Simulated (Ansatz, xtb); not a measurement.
Relative energy of two isomers of C3H8BNS

We compare I, `C=C(BN)SC`, a singlet, with II, `C=CSCBN`, a singlet. Both are isolated molecules in the gas phase, relaxed with B3LYP-D3(BJ)/def2-SVP; each stands in its lowest conformer found.

Problem. Estimate E(II) − E(I) at the level CCSD(T)/def2-SVP + ΔMP2/def2-TZVPP.

Solution. Calculated at CCSD(T)/def2-SVP + ΔMP2/def2-TZVPP: E(II) − E(I) = +19.4 kJ/mol, so structure I lies lower.

How the difference moves with the method:

| level | geometry | E(II) − E(I) (kJ/mol) | departure from the last row (kJ/mol) | job, with rough time for the two |
| --- | --- | --- | --- | --- |
| GFN2-xTB | GFN2-xTB | +2.2 | −17.2 | optimisation, 0.86 s |
| HF/STO-3G | GFN2-xTB | +10.9 | −8.4 | single point, 0.76 s |
| r2SCAN-D4/def2-SVP | GFN2-xTB | +16.1 | −3.3 | single point, 6.4 s |
| B3LYP-D3(BJ)/def2-SVP | B3LYP-D3(BJ)/def2-SVP | +19.0 | −0.4 | optimisation, 1.9 min |
| HF/def2-SVP | B3LYP-D3(BJ)/def2-SVP | +20.7 | +1.3 | part of the CCSD(T) run |
| MP2/def2-SVP | B3LYP-D3(BJ)/def2-SVP | +21.5 | +2.1 | part of the CCSD(T) run |
| CCSD(T)/def2-SVP | B3LYP-D3(BJ)/def2-SVP | +19.8 | +0.4 | single point |
| CCSD(T)/def2-SVP + ΔMP2/def2-TZVPP | B3LYP-D3(BJ)/def2-SVP | +19.4 |  | single point, 75 s |

As drawn, both hold the same kinds of bond in the same numbers. Structure I has 1 methyl group, II 0.

None of the levels shown reverses the order. The largest departure from CCSD(T)/def2-SVP + ΔMP2/def2-TZVPP is that of GFN2-xTB, 17.2 kJ/mol. The last row adds to CCSD(T) the change of the MP2 difference between the two basis sets, here −0.4 kJ/mol.

With thermal terms from frequencies at re-optimised GFN2-xTB minima (ideal gas, soft modes damped towards free rotors, one conformer each, 298.15 K, 1 atm): the zero-point term adds +0.1 kJ/mol; ΔH is +19.2 and ΔG +18.7 kJ/mol.

The correlated steps freeze 10 core orbitals. Codes used: Ansatz 0.2.0, xtb 6.7.1; the last row on 2 threads of Intel(R) Xeon(R) Processor @ 2.70GHz on a shared host.

The preference for I is a mean-field effect: Hartree–Fock in the def2-SVP basis already gives +20.7 kJ/mol, and correlation changes it little. Both isomers keep a vinyl sulfide and an aminoborane unit, so the contrast lies mainly in where boron is attached. In I it sits on an alkene carbon, in II on a saturated carbon next to sulfur. An sp2 carbon forms the stronger σ bond to boron, and the C=C π system can delocalise into the formally empty boron p orbital. This probably accounts for much of the gap, although π donation from nitrogen already partly fills that orbital and should weaken the effect. Sulfur and boron are geminal in I, so the stabilisation is not a simple push–pull conjugation from sulfur through the double bond to boron. GFN2-xTB gets the order right but makes the isomers nearly degenerate, which suggests that its approximate Hamiltonian balances the two boron–carbon environments poorly. The free-energy difference supports a thermodynamic preference for I in the gas phase, but says nothing about how readily the isomers interconvert.
